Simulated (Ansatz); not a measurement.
## Computed against measured: dipole moment

8 molecules with halogens; the dipole moment in D, computed less measured. Shapes, held fixed at every level: PBE0-D4/def2-TZVP. No vibrational averaging. Dipoles are compared by magnitude; molecules under 1 D, whose direction can flip, are left out. Programs: Ansatz 0.2.0. Measured values: NIST CCCBDB.

Levels: A = PBE-D4/def2-TZVPP; B = r2SCAN-D4/def2-TZVPP; C = wB97M-V/def2-TZVPP.

```
                         molecule  measured      A      B      C
            CH2Cl2 (SMILES ClCCl)      1.60  -0.04  +0.06  +0.03
          CH2F2 (difluoromethane)      1.97  -0.25  -0.17  -0.11
            CH3Cl (chloromethane)      1.87  -0.05  +0.05  +0.01
             CH3F (fluoromethane)      1.85  -0.18  -0.12  -0.07
       SCl2O2 (sulfuryl chloride)      1.81  -0.18  -0.13  +0.14
        C2H3F3 (SMILES CC(F)(F)F)      2.32  -0.18  -0.09  -0.04
      C2H4F2 (1,1-difluoroethane)      2.27  -0.22  -0.13  -0.08
C4H9Cl (2-chloro-2-methylpropane)      2.13  -0.04  +0.10  +0.03
```

Question: Which level does best on this set, which worst, and which err to one side?

Answer: 
| level | kind | mean error | mean absolute error | worst case |
| --- | --- | --- | --- | --- |
| PBE-D4/def2-TZVPP | GGA | -0.143 | 0.143 | CH2F2 |
| r2SCAN-D4/def2-TZVPP | meta-GGA | -0.054 | 0.106 | CH2F2 |
| wB97M-V/def2-TZVPP | range-separated hybrid | -0.011 | 0.064 | SCl2O2 |

On this set wB97M-V/def2-TZVPP has the smallest mean absolute error and PBE-D4/def2-TZVPP the largest. PBE-D4/def2-TZVPP is too low in 8 of 8. The largest two are near a tie. The set is small.

The errors divide by halogen. All four fluorocarbons come out too low at every level, with the deficit shrinking from PBE to r2SCAN to wB97M-V, whereas the three chloroalkanes stay closer to experiment and change sign between PBE and the other two. The C–F bond is strongly polar because fluorine's compact, low-lying 2p shell draws charge from carbon, so the dipole depends on how far that transfer goes; the exact exchange in wB97M-V probably localises more of this charge on fluorine. Since the shapes are common to all levels, the differences between columns reflect the electron density and not bond lengths or angles.

Sulfuryl chloride breaks the pattern, passing from -0.18 with PBE to +0.14 with wB97M-V. Its moment is a partial cancellation between the S–O and S–Cl bond contributions, so a modest shift in either can show up strongly in the total. That one positive error also offsets much of the fluorocarbon deficit, so the near-zero mean for wB97M-V doesn't show an absence of systematic error.
